## Drift-limited exponents for charged hydrogen species

Under negative gate bias a p-type silicon surface beneath a field oxide accumulates holes, and the oxide field $F$ points from the silicon to the gate. In the reaction-diffusion picture, which goes back to Jeppson and Svensson (1977), a hole breaks an interfacial Si–H bond and the hydrogen leaves through the oxide. Charged hydrogen is driven away by $F$, and this changes the power law $N\propto t^n$ of the interface-trap density.

### Model and conventions

The interface is at $x=0$ and the gate at $x=L$. $N$ and the precursor density $N_0$ are per area, and concentrations are per volume. For $N\ll N_0$,

$$\frac{dN}{dt}=k_FN_0-k_RN\,H(0).$$

When transport is the slow step the two terms nearly cancel, so $H(0)=K/N$ with $K=k_FN_0/k_R$. Let the mobile species carry $m$ hydrogen atoms. For $m=2$ a local equilibrium $C(0)=\kappa H(0)^2$ is assumed. Then

$$C(0)=\frac{K_m}{N^m},\qquad K_1=K,\quad K_2=\kappa K^2,\qquad \frac{dN}{dt}=mJ(0),$$

with $J=vC-D\,\partial_xC$. A singly charged species has $v=\mu F$ and $\mu=qD/k_BT$. Drift and diffusion define the scales

$$\ell=\frac{D}{v}=\frac{k_BT}{qF},\qquad \tau=\frac{D}{v^2}=\frac{(k_BT/qF)^2}{D}.$$

### The two limits

In an initially empty, semi-infinite oxide with uniform $F$, the Laplace transform of $\partial_tC=-\partial_xJ$ has the decaying solution $\tilde C(0,s)e^{\lambda x}$ with $\lambda=(v-\sqrt{v^2+4Ds})/2D$. The interface flux is

$$\tilde J(0,s)=\tfrac12\left(v+\sqrt{v^2+4Ds}\right)\tilde C(0,s).$$

**Drift, $t\gg\tau$.** Expansion in $s$ gives $J=vC(0)+(D/v)\,dC(0)/dt+\dots$ The first term yields $N^m\,dN/dt=mK_mv$, and so

$$N=\left[m(m+1)K_m\,\mu F\,t\right]^{1/(m+1)}.$$

This is $N=(2K\mu Ft)^{1/2}$ for H$^+$ and $N=(6K_2\mu Ft)^{1/3}$ for H$_2^+$. Since $C(0)\propto t^{-m/(m+1)}$, the second term changes the flux by the fraction $-\frac{m}{m+1}\tau/t$. For protons the near-cancellation can be dropped: inserting $H(0)=v^{-1}dN/dt$ in the rate equation gives $N+k_RN^2/2v=k_FN_0t$, which is linear in $t$ at first and follows the square root once $N\gg v/k_R$.

**Diffusion, $t\ll\tau$ or neutral species.** Now $\tilde J=\sqrt{Ds}\,\tilde C$, so $N=m\sqrt{D/\pi}\int_0^tC(0,t')(t-t')^{-1/2}dt'$. A trial $C(0)\propto t^{-p}$ gives $N=mg\sqrt{Dt}\,C(0,t)$ with $g=\Gamma(1-p)/\Gamma(\tfrac32-p)$. Consistency with $C(0)=K_m/N^m$ requires $p=m/[2(m+1)]$ and

$$N^{m+1}=m\,g_mK_m\sqrt{Dt},\qquad g_1=1.352,\quad g_2=1.460 .$$

The two asymptotes cross at $t_\times=[g_m/(m+1)]^2\tau$, which is $0.457\,\tau$ for H$^+$ and $0.237\,\tau$ for H$_2^+$, each with its own $D$.

### Comparison of species

The last column is the growth $(3.156\times10^5)^n$ between a $10^3$ s stress and ten years of 365.25 days ($3.156\times10^8$ s), for a pure power law.

| Species | $m$ | Transport | $N^{m+1}/K_m$ | $n$ | Growth |
|---|---|---|---|---|---|
| H$_2$ | 2 | diffusion | $2.919\sqrt{Dt}$ | 1/6 | 8.25 |
| H$^0$ | 1 | diffusion | $1.352\sqrt{Dt}$ | 1/4 | 23.7 |
| H$_2^+$ | 2 | drift | $6vt$ | 1/3 | 68.1 |
| H$^+$ | 1 | drift | $2vt$ | 1/2 | 562 |

All four rows have the form $N\sim C(0)\,x(t)$, where $x(t)\propto t^\gamma$ is the depth that the hydrogen has reached. With $C(0)\propto N^{-m}$ this gives $n=\gamma/(m+1)$. Charge raises $\gamma$ from 1/2 to 1 and doubles the exponent. Pairing makes the interface concentration fall as $N^{-2}$, a stronger self-limitation that multiplies $n$ by 2/3. H$_2^+$ is the formal $m=2$ charged case, and the algebra does not establish that such an ion survives in SiO$_2$.

### Comparison of oxides at 150 °C

At $T=423.15$ K, $k_BT=36.46$ meV. For the proton take an illustrative hopping model, $D=(a^2\nu/6)e^{-E/k_BT}$, with approximate inputs $a=0.3$ nm, $\nu=10^{13}$ s$^{-1}$ and $E=0.8$ eV. The prefactor is $1.5\times10^{11}$ nm$^2$/s and $D=44$ nm$^2$/s. A shift of $E$ by 0.1 eV changes $D$, and every time below, by a factor 15.5, so these times are the model's and fix orders of magnitude only. With $V$ the drop across the oxide and $F=V/L$ (0.1 V/nm is 1 MV/cm), define the transit time $t_{tr}=L/v$, the ratio $P=L/\ell=qV/k_BT$, and the sheet density $N_F=\varepsilon F/q$ that terminates the field, with the typical $\varepsilon=3.9\,\varepsilon_0$. Hops over symmetric barriers along the field give $v=(2D/a)\sinh u$ with $u=a/2\ell$, which exceeds the linear $v$ used in the table by $S=\sinh u/u$.

| Oxide | $L$ (nm) | $V$ (V) | $F$ (V/nm) | $\ell$ (nm) | $\tau$ (s) | $t_{tr}$ (s) | $P$ | $N_F$ ($10^{-3}$ nm$^{-2}$) | $S$ |
|---|---|---|---|---|---|---|---|---|---|
| A, field, weak bias | 300 | 0.3 | 0.001 | 36.5 | 30 | $2.5\times10^{2}$ | 8.23 | 0.216 | 1.00 |
| B, field | 300 | 3 | 0.01 | 3.65 | 0.30 | 25 | 82.3 | 2.16 | 1.00 |
| C, field, high voltage | 600 | 30 | 0.05 | 0.729 | 0.012 | 9.9 | 823 | 10.8 | 1.01 |
| D, gate oxide | 5 | 2.5 | 0.5 | 0.0729 | $1.2\times10^{-4}$ | $8.3\times10^{-3}$ | 68.6 | 108 | 1.87 |

The crossover time falls as $F^{-2}$ and does not depend on $L$. For the proton it is $0.457\,\tau$, and a tenfold field takes it from 14 s in A to 0.14 s in B, so only a weakly biased thick oxide keeps the early $t^{1/4}$ stage of a proton on a scale of seconds. The ratio $t_{tr}/\tau=P$ depends on voltage and temperature alone, so a stage of free drift exists whenever $qV\gg k_BT$, whatever $D$ is. In D the length $\ell$ is below the hop distance. The continuum $\tau$ then has no physical meaning, drift governs from the first hops, and $v$ is 1.87 times the linear value. This rescales the prefactor and leaves $n$ unchanged.

**Arrival at the gate.** In all four rows the protons cross the oxide within minutes, so the far boundary must be examined. For an absorbing gate the steady profile is $C\propto1-e^{(x-L)/\ell}$ and

$$J=\frac{v\,C(0)}{1-e^{-P}},$$

which differs from $vC(0)$ by the fraction $2.7\times10^{-4}$ in A and less elsewhere. As $P\to0$ it tends to $DC(0)/L$. A neutral species facing an absorbing gate therefore also reaches $n=1/(m+1)$ after a time of order $L^2/D$, and the exponent alone does not prove charge. For a blocking gate the end state is the Boltzmann profile $C(0)e^{x/\ell}$, with $N^{m+1}=mK_m\ell(e^P-1)$. The drift law meets this level at $t_s=\tau(e^P-1)/(m+1)$. For protons $t_s=5.7\times10^4$ s in A and exceeds $10^{34}$ s in B. At large $P$ the flow is one-way and the interface does not sense the gate.

**Charge.** Protons in the oxide at fixed $V$ lower the field at the silicon by $(q/\varepsilon L)\int_0^L(L-x)C\,dx$. While they are near the interface the fractional change approaches $N/N_F$. For $t\gg t_{tr}$ and an absorbing gate the sheet in transit is $t_{tr}\,dN/dt=Nt_{tr}/2t$, nearly uniform, and the change is $(N/N_F)\,t_{tr}/4t$, or $0.006\,N/N_F$ in B at $10^3$ s. The traps matter more. Those that charge positively replace holes one for one in a sheet whose total is about $N_F$, which lowers $k_F$ by a fraction up to $N/N_F$ if $k_F$ follows the hole sheet. With a typical $N_0\approx5\times10^{-2}$ nm$^{-2}$, $N_F$ lies below $N_0$ in A to C and above it in D. In field oxides the loss of holes can thus end the power law before the precursors run out. For an assumed $N=10^{-5}$ nm$^{-2}$ at $10^3$ s, the proton law reaches the $N_F$ of B at $5\times10^7$ s, and its ten-year value $5.6\times10^{-3}$ nm$^{-2}$ lies outside the model's range.

### Dispersive transport and typical behaviour

In an amorphous oxide with an exponential distribution of trap depths of width $E_0>k_BT$, the total and mobile concentrations are related at long times by $\tilde C=(s\tau_0)^{\alpha-1}\tilde c$, with $\alpha=k_BT/E_0$ and $\tau_0$ a microscopic time. The drift flux is $v_0c(0)$, where $v_0$ is the velocity of mobile carriers. If the reverse reaction reaches only mobile hydrogen, $c(0)=K_m/N^m$ and $n=1/(m+1)$ is unchanged, although the trapped ions add space charge. If it reaches the total, $\tilde N=mv_0\tau_0^{1-\alpha}s^{-\alpha}\tilde C(0,s)$. A power law then needs $n=\alpha-mn$, so $n=\alpha/(m+1)$, and a proton with an illustrative $\alpha=1/2$ gives 1/4, the exponent of diffusing H$^0$.

Long-time exponents for thermal SiO$_2$ under negative bias are typically about 1/6 to 1/4. The model's proton value 1/2 is two to three times as large and would overstate a ten-year extrapolation, as the growth column shows. The H$_2^+$ value 1/3 is also high, by a factor 4/3 to 2. Free drift sets the upper limit $1/(m+1)$ of the transport-limited exponents compared here, and a lower slope points to neutral carriers, dispersion coupled through the total concentration, or the charge limit $N_F$.